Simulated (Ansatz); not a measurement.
# Ligand exchange: C2H3F3 + Sn(CH3)Cl3 → CClF3 + Sn(CH3)2Cl2

Species: C2H3F3 (1,1,1-trifluoroethane) `CC(F)(F)F`, singlet; Sn(CH3)Cl3 (methyltin trichloride), singlet; CClF3 `FC(F)(F)Cl`, singlet; Sn(CH3)2Cl2 (dimethyltin dichloride), singlet. The partners trade CH3 for Cl: C–CH3 and Sn–Cl bonds give way to C–Cl and Sn–CH3.

Shapes, held fixed at every level: PBE0-D4/def2-TZVP. Programs: Ansatz 0.2.0. The zero-point and thermal change to 298 K, harmonic and unscaled (PBE0-D4/def2-TZVP), is -5.7 kJ/mol.

| level | kind | ΔH(298 K) (kJ/mol) | less CCSD(T)/def2-TZVPP |
| --- | --- | --- | --- |
| SPW92/def2-TZVPP | LDA | +136.5 | -10.1 |
| r2SCAN-D4/def2-TZVPP | meta-GGA | +148.4 | +1.8 |
| B3LYP-D4/def2-TZVPP | global hybrid | +151.4 | +4.8 |
| r2SCAN0-D4/def2-TZVPP | global hybrid | +153.1 | +6.5 |
| wB97M-V/def2-TZVPP | range-separated hybrid | +148.1 | +1.5 |
| MP2/def2-TZVPP | perturbation theory | +146.0 | -0.6 |
| CCSD/def2-TZVPP | coupled cluster or CI | +150.6 | +4.0 |
| CCSD(T)/def2-TZVPP | coupled cluster or CI | +146.6 | 0.0 |

The highest level, CCSD(T)/def2-TZVPP, gives ΔH(298 K) = +146.6 kJ/mol; the levels span +136.5 to +153.1. The column of differences is taken from that level and isn't an error. No measured value is set beside it here. For atoms past krypton def2 sets carry core potentials with scalar relativity. Outer-core shells of Sn are correlated in most correlated rows, in sets that cover them unevenly.

The exchange is strongly endothermic at every level, so chlorine favours tin and methyl favours the fluorinated carbon. The main reason is bond polarity: electropositive tin forms a strong, markedly ionic Sn–Cl bond, whereas its bond to methyl is weaker, as the diffuse tin valence orbitals overlap less well with carbon. Carbon gains much less from binding chlorine, and the exchange also gives up a robust C–C bond between an electron-poor CF3 carbon and a methyl group. The thermal term is far too small to alter this balance.

The local density functional gives the least endothermic value, but even its deviation of -10.1 kJ/mol leaves the preference intact. MP2 lies closer to CCSD(T) than CCSD does, which probably reflects cancellation of errors rather than a better account of correlation. With two molecules on each side, the reaction entropy should be modest, which suggests that equilibrium also favours the reactants in the gas phase. The reaction enthalpy says nothing about the barrier to exchange.
